**Plane-wave convergence of the waves of a scandium pseudopotential**

The table gives, for six pseudo waves of one optimised norm-conserving Vanderbilt potential for Sc (ONCVPSP 4.0.1, PBEsol, scalar-relativistic), the norm inside the radius, the kinetic energy above the optimisation wave number $q_c$ and the cutoffs for residuals of 10 to 0.01 mHa. The program computes local slopes of the residual below and above $q_c^2/2$ and tests the tail law $R\sim E^{-3.5}$, anchored at $R(q_c)$ with no fitted constant, against a fitted exponent and a constant width per decade. The fall just below $q_c^2/2$ is steep (exponents 10.8 to 18.5) and the mean tail exponents are 2.9 to 3.6. The law meets 3s, 4s and d projector 2 within an rms factor of 1.14 but gives 55.4 Ha for 3d at 1 mHa against 159.0 Ha, and over all points it is no better than the constant width. The pseudo and all-electron 3d radial waves are compared, and Slater fits give the order of magnitude of the all-electron residual.

Pseudo waves of a scalar-relativistic PBEsol optimised norm-conserving Vanderbilt pseudopotential for Sc ([Ne] core), generated with ONCVPSP 4.0.1. For s, p and d the radii are 1.5, 1.8 and 1.35 bohr and qcut is 6.7, 7.7 and 6.1 per bohr. Each cutoff is the energy at which the wave's residual kinetic energy per electron falls to the stated error.

## Program and output

```python
# Table: plane-wave cutoffs (Ha) at which each pseudo wave's residual kinetic energy falls to 10..0.01 mHa;
# ONCVPSP 4.0.1, Sc, PBEsol, scalar-relativistic. Tested: steep fall below Ec = qc^2/2 and a tail
# R ~ E^-(n-1/2) above it (n matching conditions), against a constant number of Ha per decade.
T = {
    'wave': ['3s', '4s', '3p', 'p projector 2', '3d', 'd projector 2'],
    'wave_norm_inside_radius': [0.8604, 0.03427, 0.8992, 0.06458, 0.3981, 0.09407],
    'wave_kinetic_energy_above_qcut': [0.136, 0.0425, 0.000189, 8.56e-05, 45.6, 68.0],  # mHa
    'wave_cutoff_for_10_mHa': [13.72, 4.35, 13.13, 10.37, 43.99, 25.29],  # Ha
    'wave_cutoff_for_1_mHa': [18.7, 15.68, 17.31, 14.98, 159.0, 52.89],  # Ha
    'wave_cutoff_for_a_tenth_mHa': [24.33, 20.74, 20.99, 19.01, 182.8, 127.2],  # Ha
    'wave_cutoff_for_a_hundredth_mHa': [54.72, 34.45, 23.91, 22.28, 268.6, 216.9],  # Ha
}
import numpy as np
L = [0, 0, 1, 1, 2, 2]; W = T['wave']; eps = np.array([10, 1, 0.1, 0.01])
rc = [1.5, 1.8, 1.35]; qc = [6.7, 7.7, 6.1]; nc = [4, 5, 4]; nb = [7, 8, 9]  # settings of the run
R = np.array(T['wave_kinetic_energy_above_qcut'], float); N = np.array(T['wave_norm_inside_radius'], float)
C = np.array([T['wave_cutoff_for_' + k + '_mHa'] for k in ('10', '1', 'a_tenth', 'a_hundredth')], float).T
print("Channel: Ec=qc^2/2 (Ha), qc*rc, half-waves below qc, constraints, pi/rc (1/bohr), rough basis top (Ha)")
for l in range(3):
    print(f" {'spd'[l]}: {qc[l]**2/2:.1f}, {qc[l]*rc[l]:.2f}, {qc[l]*rc[l]/np.pi-l/2:.1f}, {nc[l]+1}, {np.pi/rc[l]:.2f}, {((nb[l]+l/2)*np.pi/rc[l])**2/2:.0f}")
print("Local exponent -dlnR/dlnE between successive points; | marks Ec")
pts = []; tail = {}; last = {}
for i, l in enumerate(L):
    Ec = qc[l]**2/2
    p = sorted([(Ec, R[i])] + list(zip(C[i], eps))); E, y = np.array(p).T
    s = -np.diff(np.log(y))/np.diff(np.log(E)); k = int(np.sum(C[i] < Ec))
    print(f" {W[i]}: " + " ".join(f"{x:.1f}" for x in s[:k]) + " | " + " ".join(f"{x:.1f}" for x in s[k:]))
    if k: last[i] = s[k-1]
    if k < 4:
        tail[i] = np.log(R[i]/eps[-1])/np.log(C[i, -1]/Ec)
        pts += [(i, Ec, R[i]/e, c, e) for c, e in zip(C[i], eps) if c > Ec]
print("Mean exponent from Ec to 0.01 mHa (theory 3.5): " + ", ".join(f"{W[i]} {v:.2f}" for i, v in tail.items()))
d = 0.0005/R[0]/np.log(C[0, 2]/(qc[0]**2/2))
print(f"Rounding of the table moves an exponent by at most about {d:.2f} (short 3s step)")
print("Tail cutoffs (Ha), error in mHa: model Ec*(R/err)^(1/3.5) / table (ratio); p rows have no tail point")
for i in tail:
    print(f" {W[i]}: " + "; ".join(f"{e:g}: {a*x**(1/3.5):.1f}/{c:.1f} ({a*x**(1/3.5)/c:.2f})" for j, a, x, c, e in pts if j == i))
I, A, X, Y, _ = np.array(pts).T; rms = lambda v: np.exp(np.sqrt(np.mean(v**2)))
res = np.log(A*X**(1/3.5)/Y); nf = np.sum(np.log(X)**2)/np.sum(np.log(X)*np.log(Y/A))
print(f"Power 3.5: rms factor {rms(res):.2f} on {len(Y)} points; 3d only {rms(res[I==4]):.2f}; others {rms(res[I!=4]):.2f}")
print(f"Fitted shared exponent {nf:.2f}: rms factor {rms(np.log(A*X**(1/nf)/Y)):.2f}")
ws = np.arange(1, 150, 0.1); er = [rms(np.log((A+w*np.log10(X))/Y)) for w in ws]
print(f"Constant width per decade: best {ws[np.argmin(er)]:.1f} Ha, rms factor {min(er):.2f}")
print("Ha per decade (10-1, 1-0.1, 0.1-0.01 mHa); cutoffs as q (1/bohr); R(qc)/inner norm (mHa)")
for i in range(6):
    print(f" {W[i]}: " + " ".join(f"{x:.1f}" for x in np.diff(C[i])) + "; " + " ".join(f"{x:.1f}" for x in np.sqrt(2*C[i])) + f"; {R[i]/N[i]:.3g}")
print(f"1 mHa cutoff ratios: 3d/3s {C[4,1]/C[0,1]:.1f}, 3d/3p {C[4,1]/C[2,1]:.1f}, 3d/d projector 2 {C[4,1]/C[5,1]:.1f}")
print(f"R(qc) ratios: 3d/3s {R[4]/R[0]:.0f}, 3d/3p {R[4]/R[2]:.2g}; inner norm 3s/4s {N[0]/N[1]:.1f}")
print(f"Per inner norm: 3s {10/N[0]:.1f} mHa at {C[0,0]} Ha; 4s {10/N[1]:.0f} at {C[1,0]}, {1/N[1]:.1f} at {C[1,1]} Ha")
# 3d radial waves, further outputs of the same run
r = 0.18*np.arange(1, 14)
ae = np.array([.0887, .3017, .4943, .6235, .6906, .7111, .7016, .6745, .6381, .5975, .5562, .5161, .4782])
ps = np.array([.0227, .1295, .358, .602, .7783, .7737, .7034, .6745, .638, .5975, .5562, .5161, .4782])
f = lambda v: " ".join(f"{x:+.2f}" for x in v[:8])
print("3d at r = 0.18..1.44 bohr, step 0.18")
print(" pseudo - all-electron: " + f(ps-ae))
print(" curvature, all-electron: " + f(np.diff(np.r_[0, ae], 2)/0.18**2))
print(" curvature, pseudo:       " + f(np.diff(np.r_[0, ps], 2)/0.18**2))
print(f"All-electron 3d, Slater fits (order of magnitude); pseudo: norm {N[4]}, R {R[4]} mHa, {C[4,0]}, {C[4,1]} Ha")
q = np.arange(0.01, 300, 0.01); x = np.linspace(0, rc[2], 2001)
for z in (np.array([1, 2, 4, 8.]), np.array([0.8, 1.6, 3.2, 6.4])):
    B = lambda t: t[:, None]**3*np.exp(-t[:, None]*z)
    c = np.linalg.lstsq(B(r), ae, rcond=None)[0]
    phi = np.sqrt(2/np.pi)*q*((48*z*q[:, None]**2/(z**2+q[:, None]**2)**4) @ c)
    Rq = 1e3*np.cumsum((q**2/2*phi**2)[::-1])[::-1]*0.01
    cut = [q[np.argmax(Rq < e)]**2/2 for e in (10, 1)]
    print(f" exponents from {z[0]}: fit rms {np.std(B(r)@c-ae):.4f}, inner norm {np.mean((B(x)@c)**2)*rc[2]:.3f}, R(qc) {np.interp(qc[2], q, Rq):.0f} mHa, 10 and 1 mHa at {cut[0]:.0f}, {cut[1]:.0f} Ha")
assert min(R[4:]) > max(R[:2]) and min(R[:2]) > max(R[2:4])
assert all(2.5 < v < 4.5 for v in tail.values())
assert min(last.values()) > 2*max(tail.values())
assert C[4, 1] == C[:, 1].max() and R[5] > R[4]
```

Running it gives:

```
Channel: Ec=qc^2/2 (Ha), qc*rc, half-waves below qc, constraints, pi/rc (1/bohr), rough basis top (Ha)
 s: 22.4, 10.05, 3.2, 5, 2.09, 107
 p: 29.6, 13.86, 3.9, 6, 1.75, 110
 d: 18.6, 8.23, 1.6, 5, 2.33, 271
Local exponent -dlnR/dlnE between successive points; | marks Ec
 3s: 7.4 10.9 | 3.8 2.8
 4s: 1.8 8.2 10.8 | 3.4
 3p: 8.3 11.9 17.7 18.5 | 
 p projector 2: 6.3 9.7 14.5 16.7 | 
 3d:  | 1.8 1.8 16.5 6.0
 d projector 2:  | 6.2 3.1 2.6 4.3
Mean exponent from Ec to 0.01 mHa (theory 3.5): 3s 2.93, 4s 3.38, 3d 3.16, d projector 2 3.59
Rounding of the table moves an exponent by at most about 0.05 (short 3s step)
Tail cutoffs (Ha), error in mHa: model Ec*(R/err)^(1/3.5) / table (ratio); p rows have no tail point
 3s: 0.1: 24.5/24.3 (1.01); 0.01: 47.3/54.7 (0.86)
 4s: 0.01: 33.9/34.5 (0.99)
 3d: 10: 28.7/44.0 (0.65); 1: 55.4/159.0 (0.35); 0.1: 107.0/182.8 (0.59); 0.01: 206.6/268.6 (0.77)
 d projector 2: 10: 32.2/25.3 (1.27); 1: 62.1/52.9 (1.17); 0.1: 119.9/127.2 (0.94); 0.01: 231.5/216.9 (1.07)
Power 3.5: rms factor 1.49 on 11 points; 3d only 1.90; others 1.14
Fitted shared exponent 3.13: rms factor 1.44
Constant width per decade: best 41.1 Ha, rms factor 1.50
Ha per decade (10-1, 1-0.1, 0.1-0.01 mHa); cutoffs as q (1/bohr); R(qc)/inner norm (mHa)
 3s: 5.0 5.6 30.4; 5.2 6.1 7.0 10.5; 0.158
 4s: 11.3 5.1 13.7; 2.9 5.6 6.4 8.3; 1.24
 3p: 4.2 3.7 2.9; 5.1 5.9 6.5 6.9; 0.00021
 p projector 2: 4.6 4.0 3.3; 4.6 5.5 6.2 6.7; 0.00133
 3d: 115.0 23.8 85.8; 9.4 17.8 19.1 23.2; 115
 d projector 2: 27.6 74.3 89.7; 7.1 10.3 15.9 20.8; 723
1 mHa cutoff ratios: 3d/3s 8.5, 3d/3p 9.2, 3d/d projector 2 3.0
R(qc) ratios: 3d/3s 335, 3d/3p 2.4e+05; inner norm 3s/4s 25.1
Per inner norm: 3s 11.6 mHa at 13.72 Ha; 4s 292 at 4.35, 29.2 at 15.68 Ha
3d at r = 0.18..1.44 bohr, step 0.18
 pseudo - all-electron: -0.07 -0.17 -0.14 -0.02 +0.09 +0.06 +0.00 +0.00
 curvature, all-electron: +3.84 -0.63 -1.96 -1.92 -1.44 -0.93 -0.54 -0.29
 curvature, pseudo:       +2.60 +3.76 +0.48 -2.09 -5.58 -2.03 +1.28 -0.23
All-electron 3d, Slater fits (order of magnitude); pseudo: norm 0.3981, R 45.6 mHa, 43.99, 159.0 Ha
 exponents from 1.0: fit rms 0.0014, inner norm 0.397, R(qc) 413 mHa, 10 and 1 mHa at 117, 265 Ha
 exponents from 0.8: fit rms 0.0011, inner norm 0.397, R(qc) 415 mHa, 10 and 1 mHa at 112, 245 Ha
```
